# Margin comments on the point-dipole model of the scattering near-field tip

**1. Conventions.** A sphere of radius $a$ and permittivity $\varepsilon_t$ sits in vacuum at gap $z$ above an isotropic half-space $\varepsilon_s$. Its centre is at height $r=a+z$. In SI units $p=\varepsilon_0\alpha E_{\rm loc}$ with
$$\alpha=4\pi a^3\,\frac{\varepsilon_t-1}{\varepsilon_t+2}.$$
The factors $16\pi$ and $32\pi$ below belong to this $\alpha$. With the Gaussian $\alpha=a^3(\dots)$ they read $4$ and $8$. Fields vary as $e^{-i\omega t}$, and $\omega$ is a wavenumber in cm$^{-1}$. The near-field form of the model goes back to Knoll and Keilmann (2000).

**2. Why the image has two signs.** Let $\phi$ be the potential of the tip dipole alone and $\tilde\phi$ its mirror image in the surface. Try $\phi-\beta\tilde\phi$ above the surface and $(1-\beta)\phi$ below. The potential is then continuous. Continuity of the normal displacement requires $1+\beta=\varepsilon_s(1-\beta)$, so
$$\beta=\frac{\varepsilon_s-1}{\varepsilon_s+1}.$$
Mirroring reverses a normal dipole and keeps a parallel one, so the image is $+\beta p$ for the normal case and $-\beta p$ for the parallel case. The tip lies on the axis of the normal image, where a dipole $p'$ gives $2p'/4\pi\varepsilon_0d^3$. It lies on the equator of the parallel image, where the field is $-p'/4\pi\varepsilon_0d^3$. With $d=2r$ both fields point along $p$ for $\beta>0$:
$$E_\perp=\frac{\beta p}{16\pi\varepsilon_0r^3},\qquad E_\parallel=\frac{\beta p}{32\pi\varepsilon_0r^3}.$$
Define $g_\perp=\alpha/16\pi r^3$ and $g_\parallel=g_\perp/2$. Self-consistency gives $p=\varepsilon_0\alpha E/(1-g\beta)$, and adding the image dipole gives
$$\alpha^\perp_{\rm eff}=\frac{\alpha(1+\beta)}{1-g_\perp\beta},\qquad \alpha^\parallel_{\rm eff}=\frac{\alpha(1-\beta)}{1-g_\parallel\beta}.$$
Here $E$ is the field present above the sample when the sphere is removed. The numerators change sign between the two cases, the denominators do not.

**3. The pole in terms of $\varepsilon_s$.** The condition $g\beta=1$ gives
$$\varepsilon_s^{\rm pole}=-\frac{1+g}{1-g}.$$
A metal tip in the mid-infrared has $|\varepsilon_t|\gg1$, so $\alpha\simeq4\pi a^3$ and $g_\perp=a^3/4r^3\le1/4$. At contact the poles are at $-5/3$ (normal) and $-9/7$ (parallel). A silicon tip with a typical $\varepsilon_t\approx11.7$ has $g_\perp=0.195$ at contact and its pole at $-1.49$. A lossless medium has $d\varepsilon_s/d\omega>0$, so a pole below $-1$ lies at a lower frequency within the same reststrahlen band. The red shift thus needs $0<g<1$. A sphere with $-2<\varepsilon_t<1$ has $\alpha<0$, and for $-1<g<0$ the pole lies between $-1$ and $0$, on the blue side.

**4. The smallest model: one dipole, one oscillator.** Describe the Si–O stretching band of amorphous SiO$_2$ by one Lorentz oscillator, with $w=\omega^2+i\gamma\omega$:
$$\varepsilon_s=\varepsilon_\infty\frac{\omega_L^2-w}{\omega_T^2-w}.$$
Approximate inputs are $\varepsilon_\infty=2.1$, $\omega_T=1075$, $\omega_L=1250$ and $\gamma=70$ cm$^{-1}$. The band of the glass is inhomogeneous and has a high-frequency shoulder, so absolute positions computed below are properties of the model. Shifts are printed to 0.1 cm$^{-1}$ only to compare levels of the model with each other.

Since $\varepsilon_s+1=(\varepsilon_\infty+1)(\omega_S^2-w)/(\omega_T^2-w)$ and $\beta=1-2/(\varepsilon_s+1)$, the surface response is itself a single oscillator:
$$\beta=\beta_\infty+\frac{B}{\omega_S^2-w},\quad \omega_S^2=\frac{\varepsilon_\infty\omega_L^2+\omega_T^2}{\varepsilon_\infty+1},\quad \beta_\infty=\frac{\varepsilon_\infty-1}{\varepsilon_\infty+1},\quad B=\frac{2(\omega_S^2-\omega_T^2)}{\varepsilon_\infty+1}.$$
The inputs give $\omega_S=1196$ cm$^{-1}$, $\beta_\infty=0.355$ and $B=1.78\times10^5$ cm$^{-2}$. Call $X$ the phonon part of the image strength $\beta p$. The model is then two linear equations,
$$(1-g\beta_\infty)\,p-gX=\varepsilon_0\alpha E,\qquad(\omega_S^2-w)\,X=B\,p .$$
Eliminating $X$ gives the closed form
$$\frac{p}{\varepsilon_0\alpha E}=\frac{1}{1-g\beta_\infty}\,\frac{\omega_S^2-w}{\omega_p^2-w},\qquad \omega_p^2=\omega_S^2-\Omega^2,\qquad \Omega^2=\frac{gB}{1-g\beta_\infty}.$$
The red shift is the softening of a spring: the phonon field polarises the tip, and the tip field pushes the phonon further the same way. For a metal tip at contact $\Omega=221$ cm$^{-1}$ and $\omega_p=1176$ cm$^{-1}$.

**5. Why one oscillator is enough.** The surface carries a continuum of modes labelled by the in-plane wavevector $q$. Expanding the dipole field in evanescent waves gives
$$E_\perp=\frac{p}{4\pi\varepsilon_0}\int_0^\infty\beta\,q^2e^{-2qr}\,dq=\frac{p}{4\pi\varepsilon_0}\,\frac{\beta}{4r^3},$$
which is the image result. The weight peaks at $q=1/r$. Because $\beta$ does not depend on $q$, all modes are degenerate at $\omega_S$. Cut the integral into $N$ bins that carry fractions $n_j^2$ of the weight, with $\sum_jn_j^2=1$. After elimination of $p$ the mode matrix is $\omega_S^2\,\mathbb 1-\Omega^2\,\mathbf n\mathbf n^T$. One bright combination drops to $\omega_p^2$, and $N-1$ dark ones stay at $\omega_S^2$. For a film of thickness $t$ the degeneracy is lifted: the first echo from the buried interface carries $e^{-2qt}$ and enters with the geometric factor $[r/(r+t)]^3$.

**6. What happens at $\varepsilon_s=-1$.** Nothing diverges there. For $\gamma=0$ the tip dipole vanishes at $\omega_S$, because the surface mode cancels the applied field at the tip ($gX=-\varepsilon_0\alpha E$). The image stays finite, so $\alpha^\perp_{\rm eff}=-16\pi r^3$ and $\alpha^\parallel_{\rm eff}=+32\pi r^3$, independent of the tip material. With $1+\beta=2\varepsilon_s/(\varepsilon_s+1)$ and $1-\beta=2/(\varepsilon_s+1)$ the zero at $\omega_S$ cancels. It is replaced by a zero at $\omega_L$ in the normal case and at $\omega_T$ in the parallel case.

**7. Numbers against gap.** For a metal tip, with $\Delta=\omega_S-\omega_p$ in cm$^{-1}$ (the last two columns belong to comment 10):

| $z/a$ | $g_\perp$ | $\varepsilon_s^{\rm pole}$ ($\perp$) | $\Delta_\perp$ | $\Delta_\parallel$ | $\lambda_+$ | $\Delta_\perp$ with quadrupole |
|---|---|---|---|---|---|---|
| 0 | 1/4 | $-1.667$ | 20.6 | 9.8 | 0.409 | 36.1 |
| 0.5 | 2/27 | $-1.160$ | 5.7 | 2.8 | 0.0939 | 7.2 |
| 1 | 1/32 | $-1.065$ | 2.4 | 1.2 | 0.0358 | 2.7 |

For any lossless $\varepsilon_s$ the first-order shift is $\Delta\simeq2g/(d\varepsilon_s/d\omega)_{\omega_S}$, which falls as $r^{-3}$. Here the slope is $0.0269$ cm, and the estimate gives 18.6 cm$^{-1}$ at contact against 20.6 from the closed form. The radius enters only through $z/a$.

**8. Damping: the pole is not the peak.** With loss the pole moves to $\omega=\sqrt{\omega_p^2-\gamma^2/4}-i\gamma/2$. The width is that of the bulk phonon, and the real part drops by only $\gamma^2/8\omega_p=0.5$ cm$^{-1}$. The strength of the resonance is another matter. At $\omega=\omega_p$
$$\frac{p}{\varepsilon_0\alpha E}=\frac{1}{1-g\beta_\infty}\left(1+\frac{i\,\Omega^2}{\gamma\omega_p}\right)=1.097\,(1+0.59\,i)$$
at contact. The resonant term is smaller than the background. On the real axis at $\omega_p$ one has $\varepsilon_s=-1.23+1.21i$, far from $-5/3$. The largest $|\beta|$ in the band is 2.19, while the pole needs $\beta=4$. The tip is therefore only moderately coupled, and the width of 70 cm$^{-1}$ exceeds the shift of 20.6 cm$^{-1}$. A width ten times smaller would turn 0.59 into 5.9.

All amplitudes of interest have the form $|(Z-w)/(P-w)|$ with $Z>P$. Put $K=Z-P$ and $y=P-\omega^2$. The squared modulus is $1+K(K+2y)/[y^2+\gamma^2(P-y)]$. Setting its derivative to zero gives $2y^2+2Ky-\gamma^2(Z+P)=0$, so the maximum lies at
$$\omega_{\max}^2=P-\tfrac12\left[\sqrt{K^2+2\gamma^2(Z+P)}-K\right].$$
Three cases follow. Let $\omega_1^2=\omega_S^2+B/\beta_\infty$ be the zero of $\beta$, where $\varepsilon_s=1$; here $\omega_1=1390$ cm$^{-1}$.

- The full tip dipole at contact has $Z=\omega_S^2$, $P=\omega_p^2$. Its amplitude peaks at 1149 cm$^{-1}$ with $|p|/\varepsilon_0\alpha E=1.48$. This is 27 cm$^{-1}$ below the pole, and it is interference with the bare polarisability, not mode softening.
- The gap-dependent part $g\beta/(1-g\beta)$ has $Z=\omega_1^2$, $P=\omega_p^2$, and peaks at 1170 cm$^{-1}$ at contact.
- The same part for $g\to0$ is proportional to $\beta$, with $Z=\omega_1^2$, $P=\omega_S^2$, and peaks at 1190 cm$^{-1}$.

The last two differ by 20 cm$^{-1}$, close to $\Delta_\perp$. A tapping tip with demodulation at a harmonic of the tapping frequency removes the gap-independent term. It also sweeps the pole between the contact value and nearly $\omega_S$ in each cycle, so the contact shift is reached only at the lower turning point.

**9. What $1+\beta$ does and does not describe.** The sum of tip and image dipoles fixes the potential at distances large against $r$ but small against the wavelength. A detector in the radiation zone receives plane waves with $q=k\sin\theta<k$, where $k=2\pi\omega$. These are reflected with the Fresnel coefficient
$$r_p=\frac{\varepsilon_s\cos\theta-\sqrt{\varepsilon_s-\sin^2\theta}}{\varepsilon_s\cos\theta+\sqrt{\varepsilon_s-\sin^2\theta}},$$
defined for the magnetic field, so that $r_p\to+1$ for a perfect conductor. For $kr\ll1$ the normal field at the tip is $1+r_p$ times the incident one. By reciprocity the same factor governs emission, so the backscattered field is proportional to $(1+r_p)^2\alpha/(1-g_\perp\beta)$. At $\omega_p$ and $\theta=60^\circ$ from the normal, $|1+\beta|=2.80$, whereas $|1+r_p|=0.83$ and its square is 0.69. Passivity bounds $|1+r_p|$ by 2, while $|1+\beta|$ has no such bound. The denominator, and with it the pole, is common to both forms.

In the denominator $\beta$ is legitimate. Continuing $r_p$ to $q\gg k$, with $\eta=k^2/q^2$, gives
$$r_p\simeq\frac{\varepsilon_s-1}{\varepsilon_s+1-\varepsilon_s\eta}.$$
The mean of $\eta$ over the weight $q^2e^{-2qr}$ is $2k^2r^2$. This is to be set against the displacement $2g$ of the pole from $-1$. For a typical $a=30$ nm at 1100 cm$^{-1}$, $ka=0.021$, and the two are equal at $r/a=(4k^2a^2)^{-1/5}\approx3.6$. The shift there is only 0.4 cm$^{-1}$, so retardation matters only where the effect is already lost in the linewidth.

**10. The neglected term that rivals the effect.** The image field is not uniform over the sphere and induces higher multipoles. Take a neutral, perfectly conducting sphere in a normal field, with the polar axis and $E$ pointing toward the surface. Write its potential as $\sum_{l\ge1}A_l(a/\rho)^{l+1}P_l(\cos\vartheta)$. The image is $-\beta$ times the mirrored series. On the axis the distance from the image centre is $d-\rho$, and $(d-\rho)^{-(n+1)}=\sum_l\binom{l+n}{l}\rho^l/d^{\,l+n+1}$. A harmonic function with axial symmetry is fixed by its axial values, so each $\rho^l$ acquires $P_l$. A constant potential on the sphere then requires
$$A_l-\beta\sum_{n\ge1}M_{ln}A_n=Ea\,\delta_{l1},\qquad M_{ln}=\binom{l+n}{l}s^{\,l+n+1},\qquad s=\frac{a}{2r}.$$
Poles occur where $1/\beta$ is an eigenvalue $\lambda$ of the symmetric matrix $M$, so $\lambda$ replaces $g$ in the formulas for $\varepsilon_s^{\rm pole}$ and $\omega_p$. The point-dipole model keeps only $M_{11}=2s^3=g_\perp$. The largest eigenvalue cannot be smaller than a diagonal element, so the point dipole gives a lower bound on the red shift of the lowest mode.

Adding the quadrupole, with $M_{12}=3s^4$ and $M_{22}=6s^5$, gives
$$\lambda_\pm=s^3\left[1+3s^2\pm\sqrt{1+3s^2+9s^4}\right].$$
The relative correction to $g_\perp$ starts at $9s^2/4=9a^2/16r^2$ and falls slowly. At $z=a$ this estimate is 0.14, and twelve multipoles give $\lambda=0.0365$, which is 17% above $1/32$. At contact $\lambda_\pm=(7\pm\sqrt{37})/32$, that is 0.409 and 0.0287. The quadrupole alone raises the shift from 20.6 to 36.1 cm$^{-1}$, and a second mode leaves $\omega_S$.

The series does not settle near that value. At $s=1/2$ the sums $\sum_{n\ge0}\binom{l+n}{l}2^{-(l+n+1)}$ equal 1, so the row sums of $M$ are $1-2^{-(l+1)}$ and $\lambda\le1$. For large $l$ each row is concentrated near $n=l$, and slowly varying trial vectors push the Rayleigh quotient toward 1. Sixty multipoles already give $\lambda>0.9$. A touching lossless sphere thus has modes reaching down to $\varepsilon_s\to-\infty$, which is $\omega_T$.

Damping softens this. In the two-multipole solution
$$A_1=\frac{Ea}{1-\beta M_{11}-\beta^2M_{12}^2/(1-\beta M_{22})},$$
the quadrupole term has modulus 0.18 at $\omega_p$ and contact, against 0.52 for the dipole term. That is still about a third.

**11. Comparison with the general statement.** The one-oscillator model reproduces both effective polarisabilities without further approximation. It turns the condition $g\beta=1$ into $\omega_p^2=\omega_S^2-gB/(1-g\beta_\infty)$, and it confirms the red shift for a tip with $\alpha>0$, about twice as large for a normal field as for a parallel one. Three qualifications come out of the numbers. The factors $1\pm\beta$ hold in the electrostatic zone, and the far field needs Fresnel factors. With a width typical of the glass the pole is far from the real axis, and the position of the amplitude maximum depends on which background is kept. For $z\lesssim a$ the multipoles change the shift by 17% at $z=a$ and by more than the dipole shift itself at contact. A real tip is also elongated along the normal, a feature that no sphere has and that the finite-dipole model of Cvitkovic, Ocelic and Hillenbrand (2007) was built to include.